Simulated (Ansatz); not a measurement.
## A film clamped to a substrate in MoS₂

Theory: DFT PBE+D3(BJ), scalar-relativistic, plane waves, PAW in Ansatz. Cutoff 420 eV, Γ-centred 12×12×4 k-points, Gaussian smearing of 0.05 eV. No spin polarisation. Energies are free energies at this smearing, counted from the undisturbed cell; pressure is positive in compression.

Zero of the scan (relaxed at this level):

```
Mo S
1.0
     3.14935    0.00000    0.00000
    -1.57468    2.72742    0.00000
     0.00000    0.00000   12.09075
Mo S
2 4
Cartesian
  0.0000 1.8183 3.0227
  1.5747 0.9091 9.0681
  0.0000 1.8183 7.5022
  1.5747 0.9091 1.4568
  0.0000 1.8183 10.6339
  1.5747 0.9091 4.5886
```

The cell (6 atoms, V0 = 103.85 Å³) is strained by p along both x and y and by q along z, fractional coordinates fixed. τp = (1/V0) ∂E/∂p = (σxx + σyy)(1 + p)(1 + q) and τq = (1/V0) ∂E/∂q = σzz(1 + p)², with tension positive.

```
     p q  ΔE (meV/atom)  τp (GPa)  τq (GPa)
 0.000   0.000           0.00      0.02      0.01
-0.015   0.000           8.80    -11.08     -3.12
 0.015   0.000           8.21      9.93      2.82
 0.000  -0.015           3.80     -3.07     -4.76
 0.000   0.015           3.67      2.86      4.46
```

**Question.** Get the second derivatives of the energy density.

**Answer.** Central differences give A = ∂τp/∂p = 700 GPa (C11 + C22 + 2 C12), C = ∂τq/∂q = 307 GPa (C33) and the cross term B = ∂τq/∂p = 198 GPa (C13 + C23); ∂τp/∂q = 198 GPa must equal B, and any difference shows higher-order terms. The ions are clamped.

**Question.** A film of this crystal grows with z along the normal on a substrate that imposes p. How does its thickness respond, and what does the misfit cost?

**Answer.** Count p and q from the stress-free cell. A free surface needs τq = 0, so q = −(B/C) p = -0.64 p. The energy density left is (A − B²/C) p²/2 = M p², with the biaxial modulus M = 287 GPa; a misfit of 1 % costs 3.10 meV/atom, against 3.78 meV/atom if the thickness were held.

At p = 0.030 the energies along q are 28.6 (q = -0.030), 26.5 (q = -0.015), 31.6 (q = 0.000), 43.5 (q = 0.015), 61.7 (q = 0.030) meV/atom.

**Question.** Does the linear rule hold at this misfit?

**Answer.** A parabola through the lowest point and its neighbours has its minimum at q = -0.018, 26.3 meV/atom. With the stress left in the starting cell, τp0 and τq0, linear elasticity gives q = −(τq0 + Bp)/C = -0.019 and E = V0(τp0 p + τq0 q + Ap²/2 + Bpq + Cq²/2)/N = 27.9 meV/atom. The two agree within a tenth in energy.

Forces appear on the atoms along this scan, and letting them relax would lower the energy and soften the response.

Cost: 25 runs of about 3.5 core-minutes in all, on Intel Xeon Platinum 8259CL (Skylake/Cascade Lake) (shared hosts).

The stiffness of 307 GPa along z is far too large for the C33 of a layered crystal held together by van der Waals forces, where the soft direction should be the stacking axis. The cause is the uniform scaling of all heights: it strains the covalent Mo–S bonds as much as the gap between the layers, so the bonds dominate the response. In a real crystal, normal strain gathers mostly in the gap.

The cross term of 198 GPa is probably inflated in the same way. In-plane tension lengthens the Mo–S bonds, and here only a thinner cell can shorten them again, whereas real sulfur planes can move towards the molybdenum plane with little change in the gap. Thinning under tension is therefore plausible, but the ratio -0.64 isn't a prediction for a film. At the larger misfit the linear rule overestimates the energy, as expected when bonds soften on stretching; that agreement tests the expansion within the constrained model, not the elastic constants of MoS₂.
